**Question: can the numbers alone tell me which method made which row?**

I am looking at results for one crystal, layered WS₂, from methods of rising cost. Five of them have lost their labels. The band gap was computed on the same cell each time, one relaxed with r2SCAN+rVV10. The volume is where a method would let the crystal settle, and the bulk modulus is its resistance to a change of volume at fixed shape.

Two labelled results can serve as anchors: full PBE has a gap of 1.04 eV, and GFN1-xTB has a modulus of 146 GPa. Which of the others can be named, and how surely?

Bulk WS₂ (P6₃/mmc) by DFT and tight binding, without spin polarisation or spin–orbit coupling. Band gaps are for the common cell relaxed with r2SCAN+rVV10, the tight-binding ones from a periodic 54-atom supercell at its zone centre. Volumes come from each method's own relaxation or energy curve, and bulk moduli hold the cell shape fixed. Candidates: PBE SZV, PBE coarse-settings, GFN2-xTB tblite, r2SCAN, PBE DZVP.

| row | band gap (eV) | volume per atom (Å³) | bulk modulus (GPa) |
| --- | --- | --- | --- |
| A | 1.035 | 18.568 | 151.40 |
| B | 1.151 | n/a | n/a |
| C | 1.386 | 19.065 | 79.00 |
| D | 0.593 | 18.835 | 154.60 |
| E | 1.084 | 18.363 | 157.00 |

**Answer**

Start from what the candidates share. Three of them, the coarse run and the two small-basis runs, use the PBE functional and differ mainly in how finely they describe the electron waves. With a complete description all three would land close to full PBE. A row far from it therefore comes either from another method or from a very poor description of the waves.

**C is GFN2-xTB, and this is fairly sure.** Rows A, D and E agree in modulus within 4 %, as runs with one functional might. C has only about half their stiffness, which is a large change to blame on a basis or a cutoff. r2SCAN, the other candidate outside PBE, is a close relative of the functional that made the common cell, so it should swell little there, while C swells most. The assignment rests on C being the odd one out, not on a rule that tight binding makes crystals soft: GFN1-xTB has an ordinary modulus.

C also has the largest volume, and a simple picture shows why. On the common cell a method may find the atoms too crowded and push outwards. How far the crystal then swells depends on the push and on the stiffness that resists it. For a small swelling,

V ≈ V₀(1 + P/B),

where V is the settled volume, V₀ the volume of the common cell, P the pressure found there and B the bulk modulus.

Take D as a worked case. Its pressure is 6.57 GPa and its modulus 154.6 GPa, so it should swell by 6.57/154.6, or 4.2 %; the table's volume lies 3.9 % above the common cell. No constant was adjusted to this or any other row. Pressure and volume come from the same method, so the agreement mainly shows that the numbers are consistent.

C has a smaller pressure than D, 4.8 GPa, yet it swells more. With the median modulus of the table it would swell by about 3.2 %, but it actually swells by 5.2 %. Softness, not a stronger push, puts C above D. For so soft a row the formula overshoots, giving 6.1 %, probably because it leaves out the stiffening of a crystal under compression.

**D is PBE with the SZV basis, also fairly sure.** Its modulus is ordinary, but its gap is 0.45 eV below full PBE. The larger volume is not to blame, since all gaps belong to the same cell. SZV allows only one radial shape for each valence orbital, the crudest description among the PBE candidates.

**B is probably r2SCAN.** Its gap lies 0.11 eV above full PBE, farther than that of A or E. Functionals of the r2SCAN type usually open gaps somewhat compared with PBE. But B and E differ by only 0.07 eV, and a modest basis could cause an error of that size, so the gap alone doesn't settle the matter.

**A and E are the ambiguous pair.** If B is r2SCAN, they are the coarse run and the DZVP run in some order. A's gap is within 0.01 eV of full PBE, and E's is 0.04 eV above it. That favours A as the coarse run, which keeps the plane waves of full PBE but uses fewer of them and a coarser mesh.

The volume points the same way. Full PBE has a pressure of 3.28 GPa on the common cell; with A's modulus, the formula puts its settled volume near 18.5 Å³ per atom. A lies 0.06 Å³ above this estimate and E 0.15 Å³ below it. Still, a coarse run need not be the closer one, so this remains a leaning until the labels are seen.

The rows with their labels:

| name | kind | band gap (eV) | volume per atom (Å³) | bulk modulus (GPa) | atoms computed |
| --- | --- | --- | --- | --- | --- |
| PBE coarse-settings | low cutoff and mesh | 1.035 | 18.568 | 151.40 | 6 |
| GFN1-xTB tblite | tight binding | 2.334 | 18.282 | 146.30 | 54 |
| GFN2-xTB tblite | tight binding | 1.386 | 19.065 | 79.00 | 54 |
| PBE | semilocal | 1.042 | n/a | n/a | 6 |
| PBE SZV | small basis | 0.593 | 18.835 | 154.60 | 6 |
| r2SCAN | semilocal | 1.151 | n/a | n/a | 6 |
| PBE DZVP | small basis | 1.084 | 18.363 | 157.00 | 6 |

The labels confirm all five assignments. They also allow a closer look at why two cheap forms of PBE behave so differently.

In the SZV run the smallest gap leads from the valence band at Γ, the centre of the Brillouin zone, to the conduction band at K, a corner of the zone for a single layer. The direct gap at K is healthy: 1.84 eV, against 1.77 eV in the coarse run. But the valence band at Γ stands 1.25 eV above that at K, whereas in the coarse run the difference is at most 0.73 eV. The small basis has misplaced two filled states relative to each other, and the smallest gap pays for it.

The two states differ in character, as is known for this family of crystals, though these runs don't print it. At Γ the electrons sit largely in tungsten and sulfur orbitals that point out of the layer and feel the next one; at K they sit mostly in tungsten orbitals lying in the layer. One fixed radial shape may suit one state better than the other, and SZV also lacks the polarisation functions that let an orbital change its form. The DZVP basis adds both a second radial shape and polarisation, and its gap is back near full PBE. These runs don't show which addition matters more.

The coarse run, whose cutoff lies below the recommended one, shows the opposite case. Its total energy is off by 0.15 eV per atom relative to full PBE, yet its gap is off by less than 0.01 eV. Both band edges move up by less than 0.02 eV, and the part of the shift that they share drops out of their difference. Smearing played no part, since its entropy term is practically zero in a crystal with so wide a gap. Cutoff and mesh changed together, so the runs don't separate their effects, though the low cutoff is the likelier source of the energy error.

This gives a rule for judging a cheap setting: a poor total energy doesn't by itself condemn the gap, and a sound direct gap at one point doesn't vouch for the smallest one. When the band edges lie at different points of the zone, as here, make one finer run and compare how far each band rises or falls between those points. That shows which band the cheap setting gets wrong.

The tight-binding rows need more caution. Both methods were fitted to molecules, so their gaps and pressures for a solid can be far off. Their clusters miss the point where PBE has its conduction minimum, so their gaps are only upper limits for each method. GFN1-xTB seems to have the best volume, the one closest to the common cell, but it pushes outwards within the layers by 2.9 GPa and pulls inwards across them by 1.6 GPa. The small swelling hides two opposite stresses.

Full PBE has served here to tell rows apart, not as the truth about WS₂. It lacks the dispersion forces that help hold the layers together, and spin–orbit coupling, left out of every row, shifts the tungsten bands. The moduli, too, belong to a cell whose edges all shrink by the same proportion, whereas real pressure would squeeze the soft spaces between the layers most. The volumes likewise match a swelling at fixed shape, which hides how far plain PBE would let the layers move apart. The printed output below gives the volume estimates and the band-edge comparisons.

Numerical output:

```
Differences by row:
                  row  gap less full PBE in eV  swelling over given cell in %  modulus in % of median
  PBE coarse-settings                   -0.007                          2.472                     100
      GFN1-xTB tblite                    1.292                          0.894                   96.63
      GFN2-xTB tblite                    0.344                          5.215                   52.18
                  PBE                        0                            n/a                     n/a
              PBE SZV                   -0.449                          3.946                   102.1
               r2SCAN                    0.109                            n/a                     n/a
             PBE DZVP                    0.042                          1.341                   103.7
Volume estimated from P/B for coarse PBE in Å3/atom: 18.56
Volume estimated from P/B for GFN1 in Å3/atom: 18.29
Volume estimated from P/B for GFN2 in Å3/atom: 19.23
Volume estimated from P/B for SZV in Å3/atom: 18.89
Estimate less computed volume for coarse PBE in Å3/atom: -0.003272
Estimate less computed volume for GFN1 in Å3/atom: 0.00753
Estimate less computed volume for GFN2 in Å3/atom: 0.1611
Estimate less computed volume for SZV in Å3/atom: 0.05546
Swelling of GFN2 if it had the median modulus in %: 3.185
Estimated volume of full PBE with the coarse modulus in Å3/atom: 18.51
Coarse PBE volume less that estimate in Å3/atom: 0.05523
DZVP volume less that estimate in Å3/atom: -0.1498
Valence top at Γ above valence band at K for SZV in eV: 1.245
Upper limit of the same offset for coarse PBE in eV: 0.7321
Direct gap at K for SZV less coarse PBE in eV: 0.07081
Smallest gap for SZV less coarse PBE in eV: -0.442
Total energy of coarse less full PBE in eV per atom: 0.1541
Valence edge of coarse less full PBE in eV: 0.01845
Conduction edge of coarse less full PBE in eV: 0.01149
Gap of r2SCAN less DZVP in eV: 0.067
```
